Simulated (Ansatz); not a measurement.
## Ligand exchange: HCl + C2H6OSi2 → H2O + C2H5ClSi2

Species: HCl (hydrogen chloride), singlet; C2H6OSi2 `O[SiH2]C#C[SiH3]`, singlet; H2O (water) `O`, singlet; C2H5ClSi2 `[SiH3]C#C[SiH2]Cl`, singlet. The partners trade Cl for OH: H–Cl and Si–OH bonds give way to H–OH and Si–Cl.

Shapes, held fixed at every level: PBE0-D4/def2-TZVP. Flexible molecules stand in one conformer, not always the lowest. Programs: Ansatz 0.2.0. Electronic energies: no zero-point or thermal term.

```csv
level,kind,ΔE (kJ/mol),less CCSD(T)/CBS estimate,CPU time (sum over the molecules)
SPW92/def2-TZVPP,LDA,-1.0,+3.6,10 s
PBE-D4/def2-TZVPP,GGA,-7.9,-3.3,17 s
r2SCAN0-D4/def2-TZVPP,global hybrid,-3.1,+1.5,36 s
B2PLYP/def2-TZVPP,double hybrid,+1.0,+5.6,42 s
MP2/def2-TZVPP,perturbation theory,-3.2,+1.4,–
CCSD(T)/def2-TZVPP,coupled cluster or CI,+0.9,+5.5,5.7 min
CCSD/def2-TZVPP,coupled cluster or CI,+2.2,+6.8,–
CCSD(T)/CBS estimate,coupled cluster or CI,-4.6,0.0,7.6 min
```

The highest level, CCSD(T)/CBS estimate, gives ΔE = -4.6 kJ/mol; the levels span -7.9 to +2.2. They disagree on the sign: 3 of 8 are positive. The column of differences is taken from that level and isn't an error. No measured value is set beside it here. The CBS estimate extrapolates MP2 from def2-TZVPP and def2-QZVPP and adds CCSD(T) − MP2 in the triple-zeta set, cores frozen. Times are processor times on shared x86 and Arm servers, and rough.

The exchange is close to thermoneutral because silicon and hydrogen both bind oxygen more strongly than chlorine, and by similar amounts: what is lost in replacing Si–O by Si–Cl is regained, with a little to spare, in replacing H–Cl by H–O. With such a small balance, the basis set decides the sign. CCSD(T) moves from +0.9 to -4.6 kJ/mol on extrapolation, a larger change than the one made by the perturbative triples. The positive coupled-cluster values therefore don't show a real preference for the silanol side, and MP2's closeness to the reference in the smaller basis owes much to cancellation between basis and correlation errors.

The slight preference for the chlorosilane doesn't conflict with the ready hydrolysis of Si–Cl bonds in water. There, solvation and ionisation of HCl, together with condensation of silanols to siloxanes, supply driving force absent from this exchange between isolated molecules. Nor does a near-zero reaction energy say anything about the barrier.
